Q: I need a cheap level of theory for the bending potential of the ClF₂Si radical. I compared two density functionals with CCSD(T) at four F–Si–F angles below the minimum, and PBE-D4 came closer than r2SCAN-D4 at three of them. May I take PBE-D4?

A: You have tested one wall of a valley. Look at the other wall before you choose.

Rigid scan of the F–Si–F angle in the ClF₂Si radical (doublet, gas phase), computed with Ansatz 0.2.0 in the def2-TZVPP basis, spin-unrestricted, with frozen cores in MP2 and CCSD(T). All else is held as in the PBE0-D4/def2-TZVP minimum, where the angle is 106.9°. Each method's energies are counted from its own energy at that minimum structure.

```csv
bend (°),CCSD(T) (eV),PBE-D4 (eV),r2SCAN-D4 (eV),MP2 (eV),r2SCAN-D4 less CCSD(T) (eV),T1 diagnostic
83.0,0.7680,0.7301,0.7347,0.7828,-0.0333,0.014
89.0,0.3879,0.3692,0.3683,0.3985,-0.0196,0.014
95.0,0.1578,0.1514,0.1483,0.1645,-0.0095,0.013
101.0,0.0369,0.0364,0.0337,0.0400,-0.0032,0.013
107.0,0.0000,0.0000,0.0000,0.0000,0.0000,0.013
113.0,0.0313,0.0266,0.0316,0.0287,0.0003,0.013
119.0,0.1208,0.1062,0.1184,0.1163,-0.0024,0.013
125.0,0.2615,0.2317,0.2534,0.2557,-0.0081,0.013
131.0,0.4483,0.3974,0.4312,0.4422,-0.0171,0.014
```

Q: Above the minimum the order is reversed. r2SCAN-D4 is now closer at all four angles, and at 131° PBE-D4 is too low by 0.051 eV against 0.017 eV. How can a functional be the better one on one side and clearly the worse one on the other?

A: Because a valley can be wrong in two ways at once. It can be too shallow, which lowers both walls. It can also be tilted, which raises one wall and lowers the other. On one side the two faults may partly cancel, and then they must add on the other side.

Q: At 107° every method agrees perfectly. Doesn't that count for something?

A: No, the agreement is built in. Each curve is counted from its own energy at the same PBE0-D4 structure, which lies almost exactly at that angle. Only the shape of the valley is being compared.

Q: Can I separate the two faults without much mathematics?

A: Yes. Close to a common zero, the difference between two smooth curves begins with a term in the displacement $d$ and a term in its square:

$$\Delta E(d) \approx a\,d + b\,d^2 .$$

Here $\Delta E$ is the error against CCSD(T), $a$ measures the tilt and $b$ the change of stiffness. The first term changes sign with $d$ and the second does not. So take two points equally far from the minimum: half the sum of their errors is the stiffness part, and half the difference is the tilt part.

Q: Let me try PBE-D4 at 83° and 131°, both 24° from 107°. The errors are −0.0379 and −0.0509 eV. Half the sum is −0.0444 eV, and the tilt is then 0.0065 eV, upwards on the closed side and downwards on the open side.

A: Now use those two parts to predict a point that you have not used, say 119°. It lies half as far out, so the tilt part is halved and the stiffness part is quartered.

Q: That gives −0.0033 − 0.0111 = −0.0144 eV. The table has 0.1062 − 0.1208 = −0.0146 eV. It works.

A: It works less well at 95°, where the same parts give −0.0078 eV and the table gives −0.0064 eV. The real curves also differ in higher powers of $d$, which the formula leaves out. A miss of about 1 meV is harmless for choosing a method.

Q: For r2SCAN-D4 the same two angles give a stiffness part of −0.025 eV and a tilt part of 0.008 eV. This time the tilt lowers the closed side.

A: That answers your first question. PBE-D4 is much the softer of the two, but on the closed side its tilt hides part of the softness. In r2SCAN-D4 the tilt adds to the softness on just that side. You compared the flattering wall of one functional with the unflattering wall of the other.

Q: Could I keep PBE-D4 and multiply its whole curve by one correction factor?

A: A factor repairs softness, but it can't repair a tilt. Relative to CCSD(T), PBE-D4 is 5% too low at 83° and 11% too low at 131°. A factor that suits one wall therefore fails on the other.

Q: Why are the functionals too soft in the first place?

A: The table shows the softness but not its cause. A plausible explanation is delocalisation error. In a semilocal functional an electron partly repels itself, so spread-out charge is favoured too much. The density then adapts too easily when the nuclei are displaced, and the distortion costs too little energy. A scan with a hybrid functional, which contains some exact exchange, would put this explanation to the test here.

Q: And MP2? It is too high on the closed side and slightly too low on the open side.

A: So its fault is mostly tilt, and its stiffness is almost right. At 83° the calculation also shows where the error comes from. Unrestricted Hartree–Fock, the starting point of both MP2 and CCSD(T), makes the rise too large, and correlation lowers it by 0.022 eV in CCSD(T). MP2 finds only 0.007 eV of that lowering, and the remaining 0.015 eV is its error.

Q: Why should correlation lower the wall?

A: Crowding is a likely reason, though these energies don't prove it. Closing the angle pushes the two fluorine atoms and their lone pairs together. In Hartree–Fock each electron feels only the average of the others, so crowding them costs too much. Correlation lets them avoid one another and takes part of that cost back. MP2 treats this avoidance only to lowest order, which makes an incomplete correction plausible.

Q: Then plain Hartree–Fock, wrong by 0.022 eV at 83°, beats both functionals there!

A: At that one angle, yes. You now know how little a single angle can tell you about a method.

Q: How large are all these errors compared with what I need?

A: That depends on the purpose. If you want energies along the bend to within 1 kcal/mol, which is 0.043 eV, only PBE-D4 at 131° fails. Within 6° of the minimum, no method is off by more than 5 meV. I wouldn't rank methods by such small differences, because the CCSD(T) reference itself was computed in a finite basis.

Q: And if I want the angle at the minimum?

A: Then the tilt matters, because it moves the bottom of the valley. I fitted $a$ and $b$ for each method by least squares to all nine angles, and took the stiffness of CCSD(T) from the two points 6° from the minimum. The bottom moves by only about 0.2° in each case, towards wider angles for PBE-D4 and MP2 and towards narrower ones for r2SCAN-D4. These shifts hold for fixed bond lengths. In a full optimisation each method would also choose its own bonds, and the angle could respond to that.

Q: What about vibrational frequencies?

A: There the softness matters most. The same fits make the valley 8% too soft in PBE-D4 and 5% too soft in r2SCAN-D4, while MP2 is within 1% of CCSD(T). A harmonic frequency goes as the square root of the stiffness, so its relative error is about half as large: some 4% for PBE-D4 and 2% for r2SCAN-D4.

Q: May I apply those percentages to the measured bending band?

A: Only as a guide. In this scan a single fluorine atom moves while everything else stays fixed, so the F–Si–Cl angle changes as well. A true vibration moves all the atoms and mixes several angles. The percentages describe the stiffness along this particular path.

Q: Is CCSD(T) a safe judge for a radical?

A: For this one it is a reasonable judge. The T1 diagnostic, which warns when a single determinant is a poor starting point, stays at 0.013 to 0.014 over the whole scan. No bond is being stretched either, so one common cause of trouble is absent. At 83° the triples, the "(T)" in the name, change the rise by only 0.005 eV, so CCSD alone would already be close there.

Q: What do the better levels cost?

A: Go by the formal scaling with the size of the molecule. In conventional versions, semilocal functionals grow roughly as the third power, MP2 as the fifth, CCSD as the sixth and CCSD(T) as the seventh. If the molecule doubles in size, the work grows about 8-fold for the functionals, 32-fold for MP2 and $2^7 = 128$-fold for CCSD(T). For four atoms this hardly matters, but for a large molecule it decides what you can afford.

Q: So for this bend I would take MP2 if I need the stiffness, and r2SCAN-D4 if I need a semilocal functional, since it is the less soft of the two.

A: I agree, and for a molecule this small you can simply use CCSD(T) itself. For a related molecule, first compute CCSD(T) at the minimum, which gives the zero, and at two more points, one on each side and equally far from it. Half the sum of a cheap method's errors tells you whether its valley is too soft, and half the difference tells you whether it is tilted. With one point you can't tell a good method from two faults that cancel.
